**Q.** Before I read these rows one by one, which sizes should I keep in mind?

**A.** In this triple-zeta basis a correlated valence electron in a molecule rich in N and F carries about 0.9 eV of MP2 correlation, and an electron of a filled germanium 3d shell carries about 0.4 eV. About a quarter of the MP2 energy comes from electron pairs of the same spin. The perturbative triples, (T), add 3 to 4 % to the CCSD correlation. The T1 diagnostic, a measure of the single excitations, lies between 0.011 and 0.015, and each row is a closed-shell singlet with a stable reference, so these are ordinary single-determinant molecules.

Calculated values. Ansatz 0.2.0, gas phase: frozen-core MP2, CCSD and CCSD(T), and PBE-D4 orbital gaps, all in def2-TZVPP at PBE0-D4/def2-TZVP geometries, with def2 core potentials past Kr. In the frames (SMILES), * marks the atom that is varied; electronegativities are Pauling's. The default frozen cores leave the filled d shells of Ge and Sn correlated.

```tsv
formula	frame	*	Z	electronegativity	point group	mean bond of the marked atom (Å)	correlated electrons	MP2 correlation (eV)	same-spin share of MP2	CCSD less MP2 (eV)	(T) (eV)	(T) over CCSD correlation (%)	T1 diagnostic	PBE gap (eV)
CHF2NSi	H*(F)(F)C#N	Si	14	1.900	Cs	1.613	28	-25.63	0.255	-0.21	-0.983	3.80	0.0130	6.66
CHF2GeN	H*(F)(F)C#N	Ge	32	2.010	Cs	1.712	38	-29.31	0.271	0.05	-1.136	3.88	0.0131	6.60
CHF2NSn	H*(F)(F)C#N	Sn	50	1.960	Cs	1.889	38	-31.29	0.282	0.15	-1.156	3.71	0.0149	6.08
GeH4	H*(H)(H)H	Ge	32	2.010	Td	1.534	18	-7.59	0.243	-0.55	-0.232	2.86	0.0115	8.53
CH6GeO	H*(H)(O)[GeH3]	C	6	2.550	Cs	1.394	30	-18.66	0.249	-0.75	-0.675	3.48	0.0109	6.25
GeH6OSi	H*(H)(O)[GeH3]	Si	14	1.900	Cs	1.753	30	-17.26	0.241	-0.94	-0.606	3.33	0.0118	5.78
Ge2H6O	H*(H)(O)[GeH3]	Ge	32	2.010	C1	1.825	40	-20.99	0.266	-0.65	-0.745	3.45	0.0119	5.35
```

**Q.** In the germyl frame, H\*(H)(O)[GeH₃], the MP2 correlation shrinks from C to Si and then jumps at Ge. Why isn't it smooth down the group?

**A.** Because two different things happen, and the column of correlated electrons separates them. The default core freezes the 2s2p shell of Si but leaves the 3d¹⁰ shell of Ge and the 4d¹⁰ shell of Sn correlated. C→Si and Ge→Sn keep the count, while Si→Ge adds ten electrons. That step adds 3.68 eV in the nitrile frame, H\*(F)(F)C≡N, and 3.73 eV in the germyl frame. A straight line in electronegativity through C and Si would give it only 0.24 eV. Most of the jump is thus expected to come from the default core, which lets ten more electrons correlate, and not from a change in bonding.

**Q.** Why should two such different molecules gain the same amount?

**A.** The correlation energy is a sum over pairs of occupied orbitals, and pair energies fall off quickly with distance. A compact d shell correlates mostly within itself and with the valence electrons of its own atom, so it should bring nearly the same step ΔE to different hosts. This can be tried with nothing fitted, by carrying the nitrile step over to GeH₆OSi to predict Ge₂H₆O, a row that does not enter the estimate:

ΔE = −29.31 − (−25.63) = −3.68 eV

E(Ge₂H₆O) ≈ −17.26 − 3.68 = −20.94 eV

The table has −20.99 eV, so the miss is 0.05 eV, a little over 1 % of the step, though larger than rounding allows. Its cause is untested, and one candidate is shape, since O–H is gauche to GeH₃ in Ge₂H₆O and anti in the other two members. The numbers show that the step transfers. That it is mainly the 3d shell is an inference from the count, since the valence shell changes from Si to Ge as well.

**Q.** Ten electrons for 3.7 eV seems little beside 0.9 eV per electron. Does counting electrons work at all?

**A.** Only by kind. One energy per electron, fitted by least squares to the six rows without Sn, misses by 4.55 eV rms. Three constants fitted the same way, for valence electrons of C, N, O and F, for those of H, Si and Ge, and for d electrons, bring this to 0.2 eV, with GeH₄ worst. The d constant is 0.37 eV per electron and moves by less than 0.03 eV when any one row is dropped. It belongs to this basis and not to the atom, because a set without core-valence functions lacks the tight functions that a compact d shell needs. Much of the d correlation is therefore expected to be missing, and the low constant does not mean that d electrons correlate weakly.

**Q.** The same-spin share of MP2 also dips at Si and rises at Ge. Is that the same effect?

**A.** It follows from the mixing. A share after a swap is a weighted mean, s = (s₀E₀ + s′ΔE)/(E₀ + ΔE), where s₀ and E₀ belong to the starting molecule and s′ is the share within the step. Adding a piece richer than the host raises s, and removing one lowers it. The same-spin energies of the same runs give s′ = 0.38 and 0.39 for the two Si→Ge steps, against about 0.25 in the hosts. For Ge₂H₆O the transferred step gives (4.15 + 1.38)/20.94 = 0.264, and the table has 0.266.

**Q.** And why is the step so rich in same-spin correlation?

**A.** The two electrons of one bond have opposite spins, so correlation within a bond pair has no same-spin part. That part arises only between different orbitals, and it grows where many orbitals share one region. In a d¹⁰ shell 20 of the 45 pairs have equal spin, a fraction of 0.44, and exchange already keeps such electrons apart, so their energy share should lie below it. One limit applies here. The basis describes the d shell incompletely, and the two spin parts need not suffer equally, so the share in a complete basis could differ in either direction.

**Q.** C→Si has no d shell to blame. What is lost there?

**A.** The step gives up 1.40 eV, with a same-spin share of 0.35, well above the host's, so the share drops. Theory reads this as a loss of correlation between pairs. The mean bond of the marked atom grows from 1.394 to 1.753 Å, and the bond pairs and oxygen lone pairs move apart. The table agrees with this reading through the spin split but does not resolve single pairs.

**Q.** CCSD less MP2 turns positive in the Ge and Sn nitriles. Is MP2 overshooting?

**A.** It overshoots CCSD in those two rows only, by at most 0.5 %, and in every row it stays below CCSD(T), recovering 91 to 97 % of it. Standard theory gives two errors of opposite sign. For an isolated bond pair MP2 stops after one scattering and omits the ladder terms, in which the excited pair scatters again, so it undershoots. In a crowded shell it lets all pairs correlate independently, without the screening that CCSD includes, so it tends to overshoot.

The rows follow this. GeH₄, whose valence is four separate bonds, gets only 93 % of the CCSD value from MP2, whereas CHF₂NSi, with its lone pairs and π bonds, gets 99 %. In each Si→Ge step MP2 exceeds CCSD by about 0.3 eV, which is enough to carry the nearly balanced nitrile across zero. The agreement there is a cancellation, and the sign of +0.05 eV is not secure while the d correlation is incomplete.

**Q.** I learned that triples grow as the gap closes. Does the PBE gap order the column (T) over CCSD correlation?

**A.** Not within these frames. From C to Si the gap between highest filled and lowest empty orbital narrows by 0.47 eV, and scaling with its inverse predicts a share of 3.76 %, but the share falls to 3.33 %. A triple excitation needs three electrons and hence at least two orbitals, so (T), like the same-spin energy, feeds on correlation between pairs. The gap describes one frontier excitation, whereas (T) sums over all correlated electrons.

The mixing rule again gives the turns. C→Si removes a piece whose own (T) share is 5.7 %, and the share falls. Si→Ge adds pieces with 4.5 and 4.0 %, above both hosts, and it rises. Between frames, each nitrile lies above each germyl compound, 3.80 % against 3.42 % on average. The low-lying π\* orbitals of C≡N are the standard cause, but the fluorine atoms come with them in every nitrile, so their part is not separated.

**Q.** That leaves tin, with the same electron count as germanium.

**A.** Tin is where counting fails. It was left out of the three-constant fit because it has a 4d shell over a core potential, and the fit falls 2.0 eV short of it. The extra energy is rich in same-spin pairs, with a share of 0.45, and MP2 again exceeds CCSD on it, as for a crowded shell. Its (T) share is only 1.1 %, however, which is why Sn has the lowest share of its frame, 3.71 %, and the picture of correlation between pairs does not explain that.

My guess is that a more diffuse 4d shell is better covered by a valence basis than 3d is. The tin nitrile has 188 basis functions against 186 for germanium, although 28 tin electrons are replaced by the potential. The comparison also sets a core-potential atom against a non-relativistic all-electron one, with no spin-orbit term in either. The Ge–Sn difference may therefore be partly an artefact of the settings and should not be read as a property of the two elements.
